# The Ewald interaction and the self-image term, worked for rock-salt NaCl

A quantum Monte Carlo run for a crystal holds a few dozen to a few hundred particles in a cell that repeats without end, and every charge meets every copy of every other charge and of itself. Today I will work through the constant that the self-copies produce. I use Hartree atomic units in the formulas ($e^2/4\pi\varepsilon_0=1$) and quote energies in Ha and eV.

## The problem

Take NaCl as point ions of charge $\pm1$ on the rock-salt lattice. The conventional cubic cell of edge $L=a$ has Na$^+$ at $(0,0,0)$ and the three face centres, and Cl$^-$ at the three edge midpoints and the body centre. The data are compiled measured values: $a=5.64$ Å at 300 K (Wikipedia listing), band gap 8.97 eV (Miceli 2018), $\varepsilon_\infty=2.3$ (Chen 2018), $\varepsilon_0=5.895$ at 300 K (Andeen 1970), $C_{11}=49.5$ GPa and $C_{12}=13.11$ GPa at 300 K (Wang et al. 2016). For the electronic parts assume pseudo-ions with $Z_{\rm Na}=1$ and $Z_{\rm Cl}=7$, so eight valence electrons per formula unit.

(a) Show that the Ewald interaction does not depend on the splitting parameter $\kappa$, and find the self-image constant $v_M$ of the cubic cell.
(b) Find the point-ion energy per formula unit, and the share of it that is self-image energy in cells of 2, 8 and 64 ions.
(c) Find the self-image energy of the valence electrons in the 8-ion cell.
(d) Estimate the shift of a quasiparticle gap computed with charged 64-ion cells.

The energy unit throughout is $1/a$. With $a=10.658$ bohr it is 0.093826 Ha, or $14.39965\ \text{eV Å}/5.64\ \text{Å}=2.55313$ eV. I carry extra digits so that the bookkeeping closes; only three figures are physical, as in $a$.

## (a) The interaction and its constant

Let $\mathbf R$ run over the lattice of the simulation cell, $\mathbf G$ over its reciprocal lattice, and let $\Omega$ be the cell volume. A lattice of like charges has no finite potential, so we give each unit charge a uniform background of density $-1/\Omega$. The potential then obeys $\nabla^2v_E=-4\pi\left[\sum_{\mathbf R}\delta(\mathbf r+\mathbf R)-1/\Omega\right]$. We ask for the periodic solution with zero average over the cell:

$$v_E(\mathbf r)=\frac{4\pi}{\Omega}\sum_{\mathbf G\ne0}\frac{\cos\mathbf G\cdot\mathbf r}{G^2}.$$

This series is useless for numbers, since it must build a $1/r$ singularity from cosines. Ewald's device of 1921 splits each coefficient as $1/G^2=e^{-G^2/4\kappa^2}/G^2+(1-e^{-G^2/4\kappa^2})/G^2$. The first piece converges like a Gaussian. For the second, the Fourier transform of $\mathrm{erfc}(\kappa r)/r$ is $4\pi(1-e^{-k^2/4\kappa^2})/k^2$, so the lattice sum $\sum_{\mathbf R}\mathrm{erfc}(\kappa|\mathbf r+\mathbf R|)/|\mathbf r+\mathbf R|$ has exactly the wanted coefficients at $\mathbf G\neq0$. It also has a $\mathbf G=0$ coefficient, the $k\to0$ limit divided by $\Omega$, which is $\pi/\kappa^2\Omega$. We do not want that one, so we subtract it:

$$v_E(\mathbf r)=\sum_{\mathbf R}\frac{\mathrm{erfc}(\kappa|\mathbf r+\mathbf R|)}{|\mathbf r+\mathbf R|}+\frac{4\pi}{\Omega}\sum_{\mathbf G\neq0}\frac{e^{-G^2/4\kappa^2}}{G^2}\cos\mathbf G\cdot\mathbf r-\frac{\pi}{\kappa^2\Omega}.$$

The right side has the same Fourier coefficients as the first series for every $\kappa>0$, so it is independent of $\kappa$.

**Question.** *Many codes drop that last constant. Is that a bug?*

In sums over distinct pairs and self terms together it multiplies $(\sum_iq_i)^2$, so a neutral cell loses it. Drop it from the pair terms only, or in a charged cell, and your energy depends on $\kappa$.

Now the self-image constant. A charge feels its own images and background but not itself, so we remove the bare $1/r$. Since $[\mathrm{erfc}(\kappa r)-1]/r\to-2\kappa/\sqrt\pi$,

$$v_M=\lim_{r\to0}\left[v_E(\mathbf r)-\frac1r\right]=\sum_{\mathbf R\neq0}\frac{\mathrm{erfc}(\kappa R)}{R}+\frac{4\pi}{\Omega}\sum_{\mathbf G\neq0}\frac{e^{-G^2/4\kappa^2}}{G^2}-\frac{\pi}{\kappa^2\Omega}-\frac{2\kappa}{\sqrt\pi}.$$

In a simple cubic cell $\mathbf R=L\mathbf n$ and $\mathbf G=2\pi\mathbf n/L$ with integer vectors $\mathbf n$, so the reciprocal sum is $(1/\pi L)\sum_{\mathbf n\ne0}e^{-\pi^2n^2/\kappa^2L^2}/n^2$. Here are the four terms in units of $1/L$ for two choices of $\kappa$; each entry is rounded separately.

| $\kappa L$ | real space | reciprocal | $-\pi/\kappa^2L^2$ | $-2\kappa L/\sqrt\pi$ | $v_ML$ |
|---|---|---|---|---|---|
| $\sqrt\pi$ | 0.076533 | 0.086169 | $-1$ | $-2$ | $-2.837297$ |
| 3 | 0.000133 | 0.896773 | $-0.349066$ | $-3.385138$ | $-2.837297$ |

The terms move a great deal and the total does not. For $L=a$, $v_M=-0.26621$ Ha $=-7.244$ eV.

The energy per cell is half the sum of each charge times the potential of everything else, the half removing double counting:

$$E=\frac12\sum_{i\neq j}q_iq_j\,v_E(\mathbf r_i-\mathbf r_j)+\frac{v_M}{2}\sum_iq_i^2 .$$

The background adds no further term, because the total potential averages to zero. Each electron thus carries $v_M/2$, here $-0.13311$ Ha $=-3.622$ eV, and an ion of charge $q$ carries $q^2v_M/2$.

**Question.** *Why negative? The images repel.*

They do, but the background that surrounds the charge attracts, and it starts at zero distance while the first image sits at $L$. One electron per cell is a simple cubic Wigner crystal, and $v_M/2$ is its whole electrostatic energy per electron.

## (b) The point-ion lattice

From a Na$^+$ at the origin the other seven ions sit at three kinds of displacement. With $\kappa L=\sqrt\pi$ the constant is $-1$, and the cosines are $\pm1$. In units of $1/a$:

| displacement$/a$ | ions | real space | reciprocal | $v_Ea$ |
|---|---|---|---|---|
| edge $(\frac12,0,0)$ | 3 Cl$^-$ | 0.877812 | 0.026255 | $-0.095932$ |
| face $(\frac12,\frac12,0)$ | 3 Na$^+$ | 0.446108 | $-0.028630$ | $-0.582522$ |
| body $(\frac12,\frac12,\frac12)$ | 1 Cl$^-$ | 0.277097 | $-0.079033$ | $-0.801936$ |

All three are negative, as a zero average allows, given the positive $1/r$ peak at the origin. The potential at the Na$^+$ site is

$$\phi=v_M+3v_{\rm face}-3v_{\rm edge}-v_{\rm body}=\frac{-2.837297-0.657832}{a}=-\frac{3.495129}{a}.$$

The Cl$^-$ site has $-\phi$, since shifting the crystal by $(a/2,0,0)$ reverses all charges. The energy per formula unit is $\frac12[(+1)\phi+(-1)(-\phi)]=\phi$. Written as $-\alpha/d$ with nearest-neighbour distance $d=a/2=2.82$ Å, this gives the Madelung constant $\alpha=1.747565$, and

$$E_{\rm f.u.}=-0.32793\ \text{Ha}=-8.924\ \text{eV},$$

or $-35.69$ eV for the 8-ion cell. The self-image part, two ions at $v_M/2$ each, is $-7.244$ eV, which is 81 per cent of the total; the distinct pairs supply only $-1.680$ eV.

To change cells we need one lemma. If the translations $\mathbf t$ carry a large cell's lattice into a finer one, then $v_E^{\rm fine}(\mathbf r)=\sum_{\mathbf t}v_E^{\rm large}(\mathbf r+\mathbf t)$: both sides solve the same Poisson equation with zero average. The primitive fcc cell has four such translations, the origin and the face centres. Hence $v_M^{\rm fcc}=v_M+3v_{\rm face}=-4.584862/a$, and the single Na–Cl pair term is $-(3v_{\rm edge}+v_{\rm body})=+1.089733/a$. The 64-ion cube has $L=2a$ and half the constant, $-1.418649/a$; the lemma guarantees the same $\phi$, so its pair terms give $-2.076480/a$. Per formula unit, in eV:

| cell | self-image | distinct pairs | total |
|---|---|---|---|
| 2 ions, fcc | $-11.706$ | $+2.782$ | $-8.924$ |
| 8 ions, cubic | $-7.244$ | $-1.680$ | $-8.924$ |
| 64 ions, cubic | $-3.622$ | $-5.302$ | $-8.924$ |

Leave out the self-image term in the primitive cell and the crystal comes out with positive energy. The term is not a correction that one may apply or skip. It is part of the Hamiltonian, and its share is a matter of how we drew the cell.

The lemma also gives a neat check. All eight sites together form a simple cubic lattice of edge $a/2$, so $v_M+3v_{\rm face}+3v_{\rm edge}+v_{\rm body}=2v_M$. Eliminating the edge and body values leaves $\phi=2v_M^{\rm fcc}-2v_M$, so $\alpha=4.584862-2.837297=1.747565$.

**Question.** *The bare lattice sum converges only conditionally. Which limit did you pick?*

Demanding a periodic potential picked it: there is no macroscopic field, as for a large sample inside a conductor. Summing the repeated cells over a growing sphere in vacuum adds the surface energy $2\pi P^2/3\Omega$ per cell, with $\mathbf P=\sum_iq_i\mathbf r_i$. For our 8-ion cell $\mathbf P=0$. For the primitive cell with Cl$^-$ at $(a/2,0,0)$, $P=a/2$ and $\Omega=a^3/4$, which gives $2\pi/3a=5.35$ eV. That number changes if you assign another Cl$^-$ to the cell, so it describes a surface and not the bulk.

**Question.** *Is $-8.92$ eV the lattice energy of salt?*

It is the point-ion model's number. Real ions repel at contact, and the elastic data size that term. Take the Born–Landé form $E(d)=-\alpha/d+b/d^n$. Equilibrium makes the repulsion equal to $\alpha/nd$, and with volume $2d^3$ per formula unit the bulk modulus is $B=E''/18d=\alpha(n-1)/18d^4$. The compiled constants give $B=(C_{11}+2C_{12})/3=25.24$ GPa $=0.1575$ eV Å$^{-3}$. With $\alpha=25.16$ eV Å in these units and $d^4=63.24$ Å$^4$, $n=8.1$, and the repulsion is about $+1.1$ eV. Here $n$ is fitted to $B$, room-temperature data stand in for a static lattice, and dispersion and vibration are ignored, so read it as a size only.

**Question.** *And for an oxide?*

The pure numbers hold for any rock-salt crystal. MgO, the tunnel barrier of magnetic memory cells, has a typical $a\approx4.21$ Å, so $1/a=3.42$ eV and an electron in the 8-ion cell carries $-4.85$ eV. Formal charges $\pm2$ multiply the ion energy by four, giving the model $-47.8$ eV per formula unit, again with no repulsion.

## (c) The electrons

The simulation-cell Hamiltonian uses the same $E$ with electrons and pseudo-ions as the charges, plus short-range pseudopotential terms. The 8-ion cell has 32 electrons, which carry $32\times(-3.622\ \text{eV})=-115.9$ eV. The pseudo-ions have $\sum Z^2=4(1+49)=200$ and carry $-724.4$ eV. Per formula unit the electronic constant is $-28.98$ eV here and $-14.49$ eV in the 64-ion cell. At fixed cell and particle number the term shifts the local energy rigidly and alters neither the sampled distribution nor the variance. It matters once cells, volumes or particle numbers are compared.

**Question.** *Those dwarf your Madelung energy. How can the point-ion picture survive?*

Write $w=v_E-v_M$, which tends to plain $1/r$ at short range. Because $\sum_{i\neq j}q_iq_j+\sum_iq_i^2=Q^2$ with $Q=\sum_iq_i$,

$$E=\frac12\sum_{i\neq j}q_iq_j\,w(\mathbf r_i-\mathbf r_j)+\frac{v_M}{2}Q^2 .$$

Apply the same count to one compact Cl$^-$, eight electrons near a $+7$ core. In units of $v_M$, the electron pairs give $+28$, the electron–core pairs $-56$, the electron self terms $+4$ and the core self term $+24.5$. The sum is $0.5$, the self-image energy of one charge $-1$. So the large constants cancel the offset $v_M$ hidden in each close pair. In a neutral cell their whole job is to turn $v_E$ into $w$.

**Question.** *Then is the Coulomb finite-size error gone?*

The $1/L$ part is gone for a neutral insulating cell; a $1/\Omega$ part remains. Let $n_{xc}(\mathbf r)$ be the system-averaged exchange-correlation hole around an electron, with $\int n_{xc}=-1$. Beyond the Hartree energy, each electron has $\frac12\int n_{xc}v_E+\frac12v_M=\frac12\int n_{xc}\,w$. Near the origin $\nabla^2(w-1/r)=4\pi/\Omega$, and cubic symmetry fixes $w=1/r+2\pi r^2/3\Omega+O(r^4)$. The Fourier transform of the hole is $S(k)-1$, so $S(k)\to\eta k^2$ means $\int n_{xc}r^2=-6\eta$. To leading order the potential energy per electron is therefore too low by $2\pi\eta/\Omega$.

We can bound $\eta$. With the loss function $\Lambda(\omega)=\mathrm{Im}[-1/\varepsilon(\omega)]$ at small $k$ and mean density $n=N/\Omega$, one has $\eta=\int_0^\infty\Lambda\,d\omega/4\pi^2n$. The sum rules are $\int\omega\Lambda\,d\omega=\pi\omega_p^2/2$ with $\omega_p^2=4\pi n$, and $\int\Lambda\,d\omega/\omega=(\pi/2)(1-1/\varepsilon_\infty)$ for clamped ions. The Cauchy–Schwarz inequality gives $\int\Lambda\,d\omega\le(\pi/2)\,\omega_p\sqrt{1-1/\varepsilon_\infty}$, so $\eta\le\sqrt{1-1/\varepsilon_\infty}/2\omega_p$. The deficit for the whole cell is then at most $(\omega_p/4)\sqrt{1-1/\varepsilon_\infty}$, whatever the cell size. For 32 electrons in 1210.7 bohr$^3$, $\omega_p=15.7$ eV, the root is 0.752, and the bound is 2.9 eV: 0.74 eV per formula unit with 8 ions and 0.09 eV with 64. Treat this as an estimate, because the first sum rule is only approximate with nonlocal pseudopotentials and the compiled $\varepsilon_\infty$ includes core electrons. The kinetic energy has finite-size errors of its own, which the Ewald sum does not touch.

## (d) Charged cells

Add or remove one electron and $Q^2=1$, so the term $v_M/2$ survives. The other electrons screen it. At distances large against $a$, the extra particle meets its images and the background through $1/\varepsilon r$, so to leading order in $1/L$ both $E_{N+1}$ and $E_{N-1}$ are shifted by $v_M/2\varepsilon$. The gap $E_{N+1}+E_{N-1}-2E_N$ is shifted by $v_M/\varepsilon$ and comes out too small.

With ions clamped, as in an ordinary electronic run, $\varepsilon=\varepsilon_\infty$. For 64 ions $v_M=-3.622$ eV, each charged state drops by 0.79 eV, and the gap by

$$\frac{|v_M|}{\varepsilon_\infty}=\frac{3.622\ \text{eV}}{2.3}=1.6\ \text{eV},$$

about 18 per cent of the compiled gap of 8.97 eV. Two figures are all that $\varepsilon_\infty=2.3$ supports, and terms of order $1/L^3$ are left out.

**Question.** *Why not the static constant?*

Use it when the ions relax around the charge, as for a relaxed charged vacancy, or when the nuclei are sampled along with the electrons. The same pair of charged cells then gives $3.622\ \text{eV}/5.895=0.61$ eV.

**Question.** *How large a cube brings the clamped-ion shift under 0.5 eV?*

For $L=ma$ the shift is $7.244\ \text{eV}/2.3m=3.15\ \text{eV}/m$, so $m\geq6.3$, which means $m=7$: 2744 ions and 10976 valence electrons. In practice one adds $|v_M|/\varepsilon_\infty$ back to the gap of each affordable cell, or extrapolates in $1/L$ with cells of one shape, since the coefficient 2.837297 belongs to the cube alone.